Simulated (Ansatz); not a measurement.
Rh: from λ and ω_log to T_c, calculated with Ansatz

Space group Fm-3m (No. 225), 1 atom in the cell of the first input below: a = 2.673 Å, b = 2.673 Å, c = 2.673 Å, α = 60.00°, β = 60.00°, γ = 60.00°.

The cell was built from a prototype of a structure type listed for this element, relaxed without spin–orbit coupling to zero pressure (pressure 0.0 GPa with this functional, without spin–orbit coupling). Functional: PBEsol.

Input:

```yaml
crystal:
  lattice:
    - [0.0, 1.8901272751, 1.8901272751]
    - [1.8901272751, 0.0, 1.8901272751]
    - [1.8901272751, 1.8901272751, 0.0]
  atoms:
    - { symbol: Rh, position: [0.0, 0.0, 0.0] }
basis:
  ecutwfc: 420
  ecutrho_ratio: 4
kpoints:
  mp_grid: { grid: [18, 18, 18] }
hamiltonian:
  xc: pbesol
scf:
  occupations: { method: methfessel_paxton, width: 0.2 }
output: {}
phonons:
  supercell: [3, 3, 3]
  qpath:
    path:
      - [[0.0, 0.0, 0.0], [0.5, 0.0, 0.5], [0.625, 0.25, 0.625]]
      - [[0.375, 0.375, 0.75], [0.0, 0.0, 0.0], [0.5, 0.5, 0.5], [0.5, 0.25, 0.75], [0.5, 0.0, 0.5]]
    npoints: 6
  electrical_resistivity: { mesh: [36, 36, 36], temperatures: [50, 100, 200, 300, 500] }
  superconductivity: { mesh: [36, 36, 36], eliashberg_equations: false }
```

```bash
ansatz run input.yaml --threads 8 --pin off --max-ram 15360MiB --backend cpu --events-out ev --progress --plain --runs-dir out
```

Time: 4.9 min on 8 threads of Intel(R) Xeon(R) Platinum 8259CL CPU @ 2.50GHz (Skylake/Cascade Lake), with other jobs on the host, peak memory 7.5 GiB.

On the finest mesh λ = 0.3710, ω_log = 22.195 meV, N(E_F) = 0.616 states per eV, spin and cell. λ by mesh: 36×36×36 0.371, 18×18×18 0.363, 9×9×9 0.379.

Problem. What T_c does McMillan's formula in the Allen–Dynes form give for μ* = 0.10?

Solution. T_c = (ω_log/1.2) exp[−1.04(1+λ)/(λ − μ*(1+0.62λ))] = (257.56 K/1.2) × exp(−1.4258/0.2480) = 0.68 K. λ still moved by 2 % between the two finest meshes, so T_c isn't settled to the digits shown. By mesh, finest first, the same formula gives 0.68, 0.60, 0.79 K.

```
  μ*  McMillan (K)  Allen–Dynes with strong-coupling factors (K)
0.08          1.15                                          1.16
0.10          0.68                                          0.69
0.12          0.36                                          0.37
0.13          0.25                                          0.25
0.14          0.16                                          0.17
0.16          0.06                                          0.06
0.20          0.00                                          0.00
```

Caveats: small supercell, couplings not converged in it; with so small a supercell and a typed μ*, T_c can miss a measured one by a factor of two or more; λ is not converged in the mesh, and T_c depends on it steeply.

Rhodium comes out as a weak-coupling superconductor: the strong-coupling factors hardly change T_c, while raising μ* from 0.08 to 0.20 takes it from 1.15 K to practically zero. With λ only 0.3710, the Coulomb term at μ* = 0.10 offsets about a third of the phonon attraction, and the remaining difference sits in the denominator of an exponent. The stiff lattice expected from strong 4d bonding raises the phonon energy scale but also limits λ, so a sizeable ω_log doesn't secure a high T_c.

The 0.68 K at μ* = 0.10 lies orders of magnitude above the measured transition of rhodium, which is among the lowest known for an element. A likely cause is the neglect of spin fluctuations, which break singlet pairs in this exchange-enhanced paramagnet and which a conventional μ* doesn't represent; an overestimated λ would act in the same direction. The results therefore support weak phonon-mediated pairing, but not a transition near the kelvin range. Nor would choosing a larger μ* to match experiment identify the mechanism, since a smaller λ could suppress T_c equally well.
